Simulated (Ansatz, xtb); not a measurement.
C4H8OSeSi: which of two isomers lies lower

Structure I is `C=C[Si@@H]1OCC[Se]1`, a singlet and structure II is `C#C[Si@H](O)[Se]CC`, a singlet. Both are isolated molecules in the gas phase, relaxed with PBE-D3(BJ)/def2-SVP; each stands in its lowest conformer found.

Quicker runs give these differences E(II) − E(I): GFN2-xTB +23.7 kcal/mol; HF/STO-3G +38.9 kcal/mol (at GFN2-xTB geometries); r2SCAN-D4/def2-SVP +20.1 kcal/mol (at GFN2-xTB geometries).

Estimate E(II) − E(I) at the level CCSD(T)/def2-SVP + ΔMP2/def2-TZVPP.

Calculated at CCSD(T)/def2-SVP + ΔMP2/def2-TZVPP: E(II) − E(I) = +12.1 kcal/mol, so structure I lies lower.

The same difference at several levels:

```
                             level             geometry  E(II) − E(I) (kcal/mol)  departure from the last row (kcal/mol)  job, with rough time for the two
                          GFN2-xTB             GFN2-xTB                     +23.7                                   +11.6              optimisation, 0.63 s
                         HF/STO-3G             GFN2-xTB                     +38.9                                   +26.8               single point, 0.6 s
                r2SCAN-D4/def2-SVP             GFN2-xTB                     +20.1                                    +8.0               single point, 4.8 s
               PBE-D3(BJ)/def2-SVP  PBE-D3(BJ)/def2-SVP                     +21.5                                    +9.4                optimisation, 59 s
                       HF/def2-SVP  PBE-D3(BJ)/def2-SVP                     +17.2                                    +5.0           part of the CCSD(T) run
                      MP2/def2-SVP  PBE-D3(BJ)/def2-SVP                     +12.5                                    +0.4           part of the CCSD(T) run
                  CCSD(T)/def2-SVP  PBE-D3(BJ)/def2-SVP                     +16.0                                    +3.9                      single point
CCSD(T)/def2-SVP + ΔMP2/def2-TZVPP  PBE-D3(BJ)/def2-SVP                     +12.1                                                     single point, 2.2 min
```

As drawn, II has 1 C≡C, 1 O–H in place of 1 C=C, 1 C–O, 1 C–H. Structure I has a 5-membered ring, II no ring.

None of the levels shown reverses the order. The largest departure from CCSD(T)/def2-SVP + ΔMP2/def2-TZVPP is that of HF/STO-3G, 26.8 kcal/mol. The last row adds to CCSD(T) the change of the MP2 difference between the two basis sets, here −3.9 kcal/mol, a large step that makes the value less sure.

With thermal terms from frequencies at re-optimised GFN2-xTB minima (ideal gas, soft modes damped towards free rotors, one conformer each, 298.15 K, 1 atm): the zero-point term adds −2.5 kcal/mol; ΔH is +11.0 and ΔG +8.2 kcal/mol.

The correlated steps freeze 19 core orbitals; the filled d shell of Se is correlated, in a basis made for valence electrons. Programs: Ansatz 0.2.0, xtb 6.7.1; the last row on 4 threads of Arm Neoverse V1 on a shared host.

The cyclic vinylsilane I lies below the open-chain ethynylsilanol II by +12.1 kcal/mol, and it keeps a clear lead in free energy, at +8.2 kcal/mol. The main reason is probably the bond exchange: II retains the second π bond of an alkyne, whereas I has in effect traded it for stronger σ bonding. The strong O–H bond of the silanol recovers only part of that cost. Closing the ring should carry little strain, since a five-membered ring with long bonds to silicon and selenium can accommodate the angles they prefer. The further drop from ΔH to ΔG fits the greater torsional freedom of the open chain.

In the small basis, MP2 lowers the Hartree–Fock gap, and CCSD(T) restores most of it. The closeness of MP2/def2-SVP to the final value therefore reflects cancellation between missing higher-order correlation and basis incompleteness, not a converged description. The energies establish a thermodynamic preference between these two isomers, but say nothing about the barrier to their interconversion.
